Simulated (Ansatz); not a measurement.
# A film clamped to a substrate in TiSi2

Computed with DFT PBEsol, scalar-relativistic, plane waves, PAW in Ansatz 0.2.0. Settings: plane waves to 420 eV, k-mesh 22×22×22 (Γ-centred), Gaussian smearing 0.15 eV. No spin polarisation. Energies are free energies at this smearing, counted from the undisturbed cell; pressure is positive in compression.

Reference structure (relaxed at this level; this form isn't the usual structure):

```xyz
3
Lattice="-1.4670 1.6943 4.1675 1.4670 -1.6943 4.1675 1.4670 1.6943 -4.1675" Properties=species:S:1:pos:R:3 pbc="T T T"
Ti    0.0000    0.0000    0.0000
Si    0.0000    0.0000    2.7537
Si    0.0000    0.0000    5.5812
```

The cell (3 atoms, V0 = 41.44 Å³) is strained by p along both x and y and by q along z, fractional coordinates fixed. τp = (1/V0) ∂E/∂p = (σxx + σyy)(1 + p)(1 + q) and τq = (1/V0) ∂E/∂q = σzz(1 + p)², with tension positive.

| p | q | ΔE (meV/atom) | τp (GPa) | τq (GPa) |
| --- | --- | --- | --- | --- |
| 0.000 | 0.000 | 0.00 | -0.01 | -0.01 |
| -0.050 | 0.000 | 86.29 | -42.59 | -10.32 |
| 0.050 | 0.000 | 66.40 | 28.71 | 7.35 |
| 0.000 | -0.050 | 36.78 | -9.40 | -18.24 |
| 0.000 | 0.050 | 27.83 | 7.89 | 12.09 |

Q: Get the second derivatives of the energy density.

A: Central differences give A = ∂τp/∂p = 713 GPa (C11 + C22 + 2 C12), C = ∂τq/∂q = 303 GPa (C33) and the cross term B = ∂τq/∂p = 177 GPa (C13 + C23); ∂τp/∂q = 173 GPa must equal B, and any difference shows higher-order terms. Steps this large leave an error of some per cent of A or C in all of these, which can swamp a small B. The ions are clamped.

Q: A film of this crystal grows with z along the normal on a substrate that imposes p. How does its thickness respond, and what does the misfit cost?

A: Count p and q from the stress-free cell. A free surface needs τq = 0, so q = −(B/C) p = -0.58 p. The energy density left is (A − B²/C) p²/2 = M p², with the biaxial modulus M = 305 GPa; a misfit of 1 % costs 2.63 meV/atom, against 3.07 meV/atom if the thickness were held.

At p = 0.050 the energies along q are 67.3 (q = -0.050), 66.4 (q = 0.000), 123.0 (q = 0.050) meV/atom.

Q: Does the linear rule hold at this misfit?

A: A parabola through the lowest point and its neighbours has its minimum at q = -0.024, 59.7 meV/atom. With the stress left in the starting cell, τp0 and τq0, linear elasticity gives q = −(τq0 + Bp)/C = -0.029 and E = V0(τp0 p + τq0 q + Ap²/2 + Bpq + Cq²/2)/N = 65.7 meV/atom. The two agree within a tenth in energy.

Forces appear on the atoms along this scan, and letting them relax would lower the energy and soften the response. In a metal these slopes depend on the k mesh and the smearing.

Stretching the film in its plane thins it, but by much less than constant volume would require, so its volume grows and the free surface recovers only a modest part of the misfit energy. This suggests that directional Ti 3d–Si 3p bonding resists changes in bond angle as well as in length, so that thinning cannot cheaply offset the in-plane stretch.

The response is also clearly asymmetric. At fixed thickness, an in-plane strain of 5 % costs 86.29 meV/atom in compression but 66.40 meV/atom in tension, and strain along the normal shows the same order. Short-range repulsion steepens as atoms approach, while stretched bonds soften. This explains why the linear rule overestimates both the thinning and the energy of the stretched film; for a compressed film it would probably underestimate the cost.

Because the two in-plane axes are inequivalent but strained equally, the biaxial modulus doesn't show how the stress divides between them, or what a substrate with unequal misfits would cost.
